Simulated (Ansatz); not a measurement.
## FeO: the change of energy less free atoms and pressure with volume scale

All results are calculated (Ansatz 0.2.0). Periodic Kohn-Sham DFT of a crystal at fixed atoms, scaled to volume_scale times the given cell; pressure positive in compression, energy less spherical unpolarised free atoms, largest_vzz the field gradient of largest size among the nuclei.

The cell before it is scaled or strained (space group Fm-3m, No. 225):
```
CELL_PARAMETERS angstrom
0.00000 2.15500 2.15500
2.15500 0.00000 2.15500
2.15500 2.15500 0.00000
ATOMIC_POSITIONS crystal
Fe 0.00000 0.00000 0.00000
O 0.50000 0.50000 0.50000
```

Settings of every row: method all-electron LAPW; functional PBE; relativity scalar; k mesh 16x16x16; filling fermi-dirac; smearing width 0.08 eV; basis error target 1 meV/atom; nucleus gaussian.

Atom:
| element | start moment (bohr magneton) |
| --- | --- |
| Fe | 3 |
| O | 0 |

Limits: semilocal functional can close the gap of open d or f salts; with one magnetic atom in the cell only parallel moments are possible.

| row | volume scale | V (Å³/atom) | energy less free atoms (eV/atom) | pressure (GPa) | cell moment (bohr magneton) |
| --- | --- | --- | --- | --- | --- |
| 1 | 0.9405 | 9.412 | -7.8752 | 12.763 | 3.99 |
| 2 | 0.97 | 9.708 | -7.8922 | 5.9 | 3.997 |
| 3 | 1 | 10.007 | -7.8975 | -0.084 | 3.999 |
| 4 | 1.03 | 10.308 | ? | ? | ? |
| 5 | 1.06 | 10.608 | -7.8786 | -9.453 | 4.003 |

Question: what energy less free atoms and pressure should row 4 give?

Worked fit of energy less free atoms. Take u = (V_r/V)^(2/3) − 1 with V_r = 9.8575 Å³ an atom, which is twice the finite (Eulerian) strain; such expansions in the strain, on which the Birch-Murnaghan equation of state is built, carry the rest volume and the bulk modulus. The shown rows have u = 0.03131, 0.01024, -0.00998, -0.04774. Least squares give energy less free atoms = −7.89623 + 0.2593 × u + 13.167 × u² eV/atom; a straight line predicts inner rows, each left out in turn, worse (root mean square 0.013 against 1.4e-05 eV/atom). All shown rows lie on it to the printed digit. Its lowest point lies at u = -0.0098, or V = 10 Å³ an atom, and the curvature there gives the bulk modulus at fixed shape and fractions, B = (4/9)(1 + u)² E″(u)/V = 184 GPa. The withheld row has u = -0.02935, so the fit gives −7.89623 + 0.2593 × (-0.02935) + 13.167 × (-0.02935)² = -7.8925 eV/atom.

The calculation gave -7.8924 eV/atom. The fit lies 0.0001 eV/atom (0.45 % of the column's range) below it, one unit of the last digit.

Worked fit of pressure. Take u = (V_r/V)^(2/3) − 1 with V_r = 9.8575 Å³ an atom, which is twice the finite (Eulerian) strain; such expansions in the strain, on which the Birch-Murnaghan equation of state is built, carry the rest volume and the bulk modulus. The shown rows have u = 0.03131, 0.01024, -0.00998, -0.04774. Least squares give pressure = 2.7871 + 294.12 × u + 789.14 × u² GPa; a straight line predicts inner rows, each left out in turn, worse (root mean square 0.78 against 0.037 GPa). The rows lie off it by -0.007, 0.018, -0.014, 0.003 (root mean square 0.012 GPa). The pressure vanishes at u = -0.0097, or V = 10 Å³ an atom, and there the bulk modulus at fixed shape and fractions is B = −V dP/dV = (2/3)(1 + u) dP/du = 184 GPa. The withheld row has u = -0.02935, so the fit gives 2.7871 + 294.12 × (-0.02935) + 789.14 × (-0.02935)² = -5.166 GPa.

The calculation gave -5.164 GPa. The fit lies 0.002 GPa (0.009 % of the column's range) below it; its largest miss of a shown row is 0.018 GPa.

The other values of row 4: cell moment 4.001 bohr magneton.
